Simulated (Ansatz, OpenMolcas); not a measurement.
CH5BO2 (SMILES COBO): the vertical ionisation energy, rung by rung

CH5BO2: 9 atoms, total charge 0, spin state singlet. SMILES: `COBO`. The coordinates come from a PBE0-D4/def2-TZVP relaxation. This is one conformer, not always the lowest.

| atom | x (Å) | y (Å) | z (Å) |
| --- | --- | --- | --- |
| C | 0.2818 | 0.8019 | -1.0574 |
| O | -0.1135 | 0.4548 | 0.2510 |
| B | -0.1349 | -0.8341 | 0.6716 |
| O | -0.5246 | -1.1185 | 1.9385 |
| H | 0.5681 | -0.0798 | -1.6376 |
| H | 1.1314 | 1.4864 | -1.0062 |
| H | -0.5448 | 1.3075 | -1.5617 |
| H | 0.1839 | -1.7384 | -0.0476 |
| H | -0.7589 | -0.3263 | 2.4322 |

Each level gives the vertical ionisation energy (to the doublet cation) (eV). The values are calculated.

| level | kind | program | value (eV) |
| --- | --- | --- | --- |
| HF/cc-pVDZ | Hartree–Fock | Ansatz | 10.26 |
| SVWN5/cc-pVDZ | LDA | Ansatz | 10.60 |
| revPBE/cc-pVDZ | GGA | OpenMolcas | 10.37 |
| M06-L/cc-pVDZ | meta-GGA | OpenMolcas | 10.59 |
| BHLYP/cc-pVDZ | global hybrid | Ansatz | 10.98 |
| wB97X/cc-pVDZ | range-separated hybrid | Ansatz | 11.05 |
| RPA@PBE0/cc-pVDZ | RPA | Ansatz | 10.87 |
| CCSD/cc-pVDZ | coupled cluster or CI | Ansatz | 10.99 |

The values span 10.26 to 11.05 eV.

Correlation raises the ionisation energy of this methoxy(hydroxy)borane: Hartree–Fock gives the lowest value, 10.26 eV, and CCSD gives 10.99 eV. The neutral molecule has one more electron pair to correlate than the cation, so a mean-field treatment probably understabilises it relative to the ion. BHLYP and wB97X lie close to CCSD, with RPA slightly below, while revPBE, SVWN5 and M06-L fall between Hartree–Fock and this upper group. The share of exact exchange alone therefore does not order the results.

The electron removed probably comes from an oxygen lone-pair combination of π type. Donation into the empty boron p orbital stabilises the in-phase combination, whereas the out-of-phase one has little boron character and remains essentially non-bonding, making it the likely seat of the hole.

The closeness of the two hybrids to CCSD need not survive in a larger basis, because the correlated ionisation energy usually converges more slowly, and upwards, than the density-functional one.
